Dear colleague,

Five slit ribbons of monolayer graphene, pulled to failure, are enough to fix the two-dimensional Young modulus $Y$ (N/m), the edge energy $\gamma$ (eV/\AA{} of one edge) and a correction $\delta$ to the imaged slit length. I work this through on numbers that I made for the exercise and rounded as your data would be; none of them is a measurement.

\section*{The energy criterion for a sheet}

Take the slit along $x$, from $-a$ to $a$, and a remote tension $\sigma$ (force per unit length, N/m) along $y$. I assume a flat sheet, linear elasticity and atomically sharp tips. The hexagonal lattice makes the linear response isotropic in the plane, with modulus $Y$ and Poisson ratio $\nu$. For a bulk plate the modulus in the criterion is $E'=E$ in plane stress and $E/(1-\nu^2)$ in plane strain. A monolayer has no thickness direction to constrain, so only the first form arises, with $Y$ in place of $E$.

With $z=x+iy$, any analytic $Z(z)$ with primitive $\bar Z$ gives a solution of Westergaard's form,
\begin{equation}
\sigma_{xx}=\mathrm{Re}Z-y\,\mathrm{Im}Z',\quad
\sigma_{yy}=\mathrm{Re}Z+y\,\mathrm{Im}Z',\quad
\sigma_{xy}=-y\,\mathrm{Re}Z',
\end{equation}
\begin{equation}
Yu_y=2\,\mathrm{Im}\bar Z-(1+\nu)\,y\,\mathrm{Re}Z .
\end{equation}
Choose $Z=\sigma z/\sqrt{z^2-a^2}$, $\bar Z=\sigma\sqrt{z^2-a^2}$, with the cut on the slit and the root tending to $z$ at infinity. On the faces $Z$ is imaginary, so they carry no traction, and far away the tension is $\sigma$ in both directions. Subtracting a uniform $\sigma_{xx}=\sigma$ gives uniaxial loading; it does not alter $u_y$ at $y=0$, and it leaves a compression $-\sigma$ along the faces. Each face moves by $(2\sigma/Y)\sqrt{a^2-x^2}$, and the gap is twice that. Cut the slit with the faces held shut and relax the holding traction from $\sigma$ to zero. The response is linear, so the energy given up is
\begin{equation}
\Delta U=\frac12\int_{-a}^{a}\sigma\,\frac{4\sigma}{Y}\sqrt{a^2-x^2}\,dx=\frac{\pi\sigma^2a^2}{Y}.
\label{rel}
\end{equation}
The slit has two edges of length $2a$, which cost $4a\gamma$. At fixed $\sigma$ the sum $4a\gamma-\Delta U$ has a maximum in $a$ where the release per unit length of advance, $G=d\Delta U/d(2a)=\pi\sigma^2a/Y$, equals $2\gamma$. This is Griffith's criterion,
\begin{equation}
\sigma_f=\sqrt{\frac{2Y\gamma}{\pi a}} .
\label{grif}
\end{equation}
The stress at a distance $r$ ahead of a tip is $K/\sqrt{2\pi r}$ with $K=\sigma\sqrt{\pi a}$, so Eq.~\eqref{grif} also reads $K_c^2=2Y\gamma$.

Your stage may hold the force or the grips. For a ribbon of width $W\gg a$ and length $L\gg a$ under the force $P=\sigma W$, the elongation is $\Delta=CP$. At fixed force the potential energy is $-P^2C/2$, and Eq.~\eqref{rel} then fixes the part of the compliance due to the slit:
\begin{equation}
C(a)=\frac{L}{YW}\left(1+\eta a^2\right),\qquad \eta=\frac{2\pi}{WL}.
\label{comp}
\end{equation}
At fixed grips the energy is $\Delta^2/2C$. Minus the derivative with respect to $2a$ gives $P^2C'/4$ in the first case and $\Delta^2C'/4C^2$ in the second, and these are equal because $\Delta=CP$. The onset is therefore the same. What follows the onset need not be: at fixed force $G\propto a$, while at fixed grips $d\ln G/d\ln a=(1-3\eta a^2)/(1+\eta a^2)$. Both loadings are unstable when $\eta a^2\ll1$, which will prove to be our case.

\section*{The data}

All ribbons have $W=10~\mu$m and the same lattice orientation. They lie flat on a smooth support, taken as frictionless, and start from zero tension. The elongation, averaged over the width, is read between markers $L=10~\mu$m apart and far from the clamps, so that the gauge section contracts freely. The image gives a half-length $a'$, and the true one is $a=a'+\delta$ with a common unknown $\delta$, since the sharp ends of a slit are too narrow to see.
\begin{equation*}
\begin{array}{c|ccccc}
a'\ (\mathrm{nm}) & 40&80&120&160&200\\
P_f\ (\mu\mathrm{N}) & 27.2&20.9&17.1&15.3&13.5\\
\Delta_f\ (\mathrm{nm}) & 82&62&51&46&40
\end{array}
\end{equation*}
The assumed standard uncertainties are these: a real scatter of 1.5\% in the failure force from tip to tip, 1 nm in each $\Delta_f$, 3\% in the force calibration common to all ribbons, and 1\% in an image magnification common to all lengths. The noise of a single force reading is negligible beside these. I carry unrounded figures from step to step.

\section*{Inversion}

\emph{Modulus.} Dropping $\eta a^2$ in Eq.~\eqref{comp}, each failure point lies on the line $\Delta_f=q\sigma_f$ with $q=L/Y$, wherever the scatter of the tips has put it along that line. Least squares through the origin gives
\begin{equation}
q=\frac{\sum\sigma_f\Delta_f}{\sum\sigma_f^2}=\frac{564.21}{18.854}=29.925~\frac{\mathrm{nm}}{\mathrm{N/m}},\qquad Y=334~\mathrm{N/m}.
\end{equation}
The uncertainty of $q$ is $1~\mathrm{nm}/\sqrt{\sum\sigma_f^2}$, or 0.8\% of $q$.

\emph{Toughness and offset.} Equation~\eqref{grif} is a straight line in the right variables,
\begin{equation}
\frac1{\sigma_f^2}=m\,a'+b,\qquad m=\frac{\pi}{2Y\gamma},\qquad b=m\,\delta .
\label{line}
\end{equation}
The relative scatter of $1/\sigma_f^2$ is the same for every ribbon, $\rho=2\times0.015=0.03$, so I minimise the relative residuals $r_i=1-mp_i-bs_i$, with $s_i=\sigma_{f,i}^2$ and $p_i=a'_is_i$.
\begin{equation*}
\begin{array}{c|ccccc}
\sigma_f\ (\mathrm{N/m}) & 2.72&2.09&1.71&1.53&1.35\\
s\ (\mathrm{N^2/m^2}) & 7.3984&4.3681&2.9241&2.3409&1.8225\\
p\ (\mathrm{nm\,N^2/m^2}) & 295.9&349.4&350.9&374.5&364.5\\
r\ (\%) & 0.9&-2.5&1.9&-2.2&2.1
\end{array}
\end{equation*}
In these units the normal equations are
\begin{equation}
\begin{pmatrix}\sum p^2&\sum ps\\ \sum ps&\sum s^2\end{pmatrix}
\begin{pmatrix}m\\ b\end{pmatrix}=
\begin{pmatrix}\sum p\\ \sum s\end{pmatrix},
\label{normal}
\end{equation}
with $\sum p^2=6.0596\times10^5$, $\sum ps=6283.0$, $\sum s^2=91.168$, $\sum p=1735.3$, the sum of $s$ as above, and determinant $D=1.5768\times10^7$. The solution is $m=2.521\times10^{-3}$ m$^2$N$^{-2}$ per nm and $b=0.0331$ m$^2$N$^{-2}$. The residuals in the last row of the table alternate in sign; with three degrees of freedom their root mean square is 2.6\%, in keeping with $\rho$. Then
\begin{equation}
\delta=\frac bm=13.1~\mathrm{nm},\qquad K_c^2=\frac{\pi}{m}=1.246\times10^{-6}~\mathrm{N^2/m},
\end{equation}
\begin{equation}
\gamma=\frac{K_c^2}{2Y}=1.865\times10^{-9}~\mathrm{J/m}=1.16~\mathrm{eV/\AA}.
\end{equation}

\section*{Uniqueness}

The data determine $(q,m,b)$, and within the model the solution is unique. Both fits are linear, and $D=\sum_{i<j}s_i^2s_j^2(a'_i-a'_j)^2$ is positive as soon as two slits differ in length, so Eq.~\eqref{normal} has one solution. The parameters follow one to one as $Y=L/q$, $\gamma=\pi q/2mL$, $\delta=b/m$; the Jacobian determinant of $(q,m,b)$ with respect to $(Y,\gamma,\delta)$ is $\pi^2L/4Y^4\gamma^3$ and never vanishes.

Less data gives less. Failure forces alone fix the product $Y\gamma$. Failure strains alone, $\varepsilon_f=\sigma_f/Y=\sqrt{2\gamma/\pi Ya}$, fix the ratio $\gamma/Y$. Slits of a single length cannot separate $\gamma$ from $\delta$. The Poisson ratio appears nowhere in the fits and stays unknown, and no thickness is needed. The change of compliance with slit length would in principle give $a$ directly, but $\eta a^2$ is only 0.0029 for the longest slit, below the noise of $\Delta_f$; the same number justifies dropping it above and confirms unstable growth at fixed grips.

Two ambiguities lie outside the model. An unrecognised initial tension changes the slope of $\ln\sigma_f$ against $\ln a'$, as $\delta$ does, and the fit would absorb much of it into $\delta$ and $\gamma$. And the fit really returns half the critical release rate, $G_c/2$. Energy balance is necessary for growth but not sufficient: bonds break one by one over barriers (lattice trapping), and a blunt or bridged tip holds more load. A constant factor between $G_c$ and $2\gamma$ leaves Eq.~\eqref{line} straight and cannot be seen in these data. The inferred $\gamma$ is thus an upper bound on the energy of the edges as the tear forms them, which need not be the reconstructed or passivated edges of equilibrium.

\section*{How the errors carry through}

The covariance of $(m,b)$ is $\rho^2$ times the inverse of the matrix in Eq.~\eqref{normal}. The relative uncertainty of $m$ is $\rho\sqrt{\sum s^2/D}/m=2.9\%$, and the correlation of $m$ and $b$ is $-\sum ps/\sqrt{\sum p^2\sum s^2}=-0.85$. A low slope goes with a high intercept, so $\gamma$ and $\delta$ err upward together. Linear propagation through $\delta=b/m$,
\begin{equation}
\mathrm{var}\,\delta=\frac{\rho^2}{m^2D}\left(\sum p^2+2\delta\sum ps+\delta^2\sum s^2\right),
\end{equation}
gives 2.7 nm. The offset is well established and must not be dropped. Forcing $\delta=0$ gives $m=\sum p/\sum p^2=2.864\times10^{-3}$, lowers $\gamma$ by 12\%, and leaves a residual of 15\% on the shortest slit.

The common errors act by scaling. Multiply all forces by $f$ and all lengths by $\lambda$. Then $\sigma\propto f/\lambda$ and the strain is unchanged, so $Y\propto f/\lambda$, $K_c^2\propto f^2/\lambda$ and $\delta\propto\lambda$. For the edge energy, eliminate $Y=\sigma_f/\varepsilon_f$ from Eq.~\eqref{grif}:
\begin{equation}
\gamma=\frac{\pi}{2}\,a\,\sigma_f\,\varepsilon_f=\frac{\pi}{2}\,P_f\,\frac{a}{W}\,\frac{\Delta_f}{L}.
\end{equation}
An energy per length is a force, and lengths enter only as ratios. The magnification cancels, and the force calibration enters to the first power, not the second. Adding independent contributions in quadrature, $Y$ carries 0.8, 3 and 1\%, in all 3.3\%; $\gamma$ carries 2.9, 0.8 and 3\%, in all 4.2\%; $K_c^2$ carries 2.9, 6 and 1\%, so that $K_c$ is good to 3.4\%. If $\delta$ were known from high-resolution images of the tips, the 2.9\% would fall to $\rho/\sqrt5=1.3\%$ and the total on $\gamma$ only to 3.4\%. The force calibration is the better investment.

\section*{What the model leaves out}

The material values in this section are typical ones, used only as inputs to estimates.

\emph{Finite width.} The usual secant approximation for a centre-cracked strip multiplies $G$ by $\sec(\pi a/W)$, a rise of 0.2\% for the longest slit.

\emph{Softening.} Graphene follows roughly $\sigma=Y\varepsilon-B\varepsilon^2$ with $B\approx2Y$. Then $\varepsilon\simeq\sigma/Y+B\sigma^2/Y^3$, and the fitted $q$ is too high by the fraction $(B/Y^2)\sum\sigma_f^3/\sum\sigma_f^2$. The ratio of sums is 2.14 N/m and the fraction 1.3\%. In real data this bias exceeds the statistical uncertainty of $Y$, though not the total. The release rate acquires a relative correction of the same order, $B\sigma_f/Y^2$, whose coefficient I have not derived, so allow a further per cent or so on $\gamma$. At the tip the linear field reaches a typical ideal strength $\sigma_{\mathrm{id}}\approx40$ N/m at $r=K_c^2/2\pi\sigma_{\mathrm{id}}^2=0.12$ nm. A nonlinear zone of about one bond length, against slits of tens of nanometres, leaves Eq.~\eqref{rel} intact.

\emph{Clamps.} If lateral contraction is fully prevented, the slope $\sigma/\varepsilon$ is $Y/(1-\nu^2)$, while $G$ still contains $Y$, because the induced stress is parallel to the slit. With $\nu\approx0.16$ the modulus comes out 2.6\% high and $\gamma$ low by about as much. This is a bias of the modulus reading and has nothing to do with plane strain.

\emph{Flatness.} The faces are compressed by $-\sigma$. A free sheet with bending rigidity $\kappa\approx1.5$ eV buckles at a numerical multiple of $\kappa/a^2$, a scale of $9\times10^{-5}$ N/m for the shortest slit and far below $\sigma_f$. A suspended ribbon would wrinkle beside the slit and release more energy than Eq.~\eqref{rel}, and the flat formula would not apply. On a support, a wrinkle gains about $\sigma_f^2/2Y$ per area, at most 0.011 J/m$^2$ here, and pays a typical adhesion of about 0.3 J/m$^2$, so the sheet stays down. The price is friction: to change the smallest tension by less than 1\% over 10 $\mu$m, the interfacial shear stress must stay below about 1 kPa. That is demanding, and a load--unload loop before failure is the test.

\section*{Result}

The model's parameters for these made data are
\begin{equation}
Y=334\pm11~\mathrm{N/m},\qquad \gamma=1.16\pm0.05~\mathrm{eV/\AA},\qquad \delta=13\pm3~\mathrm{nm},
\end{equation}
with $K_c=(1.12\pm0.04)\times10^{-3}$ N\,m$^{-1/2}$. Dividing by the conventional thickness of 0.335 nm gives the bulk equivalents $K_c=3.3$ MPa\,m$^{1/2}$ and $G_c=11$ J/m$^2$. I chose the data so that the modulus and the edge energy fall where they typically lie for graphene, near 340 N/m and, for calculated bare edges, at about 1.0 to 1.3 eV/\AA, so the closeness confirms nothing. Grown polycrystalline sheets with cut slits typically resist with an effective $G_c$ of roughly 16 J/m$^2$, and the ideal brittle model's value lies about 30\% below that, the direction expected from trapping and imperfectly sharp tips.

With best regards.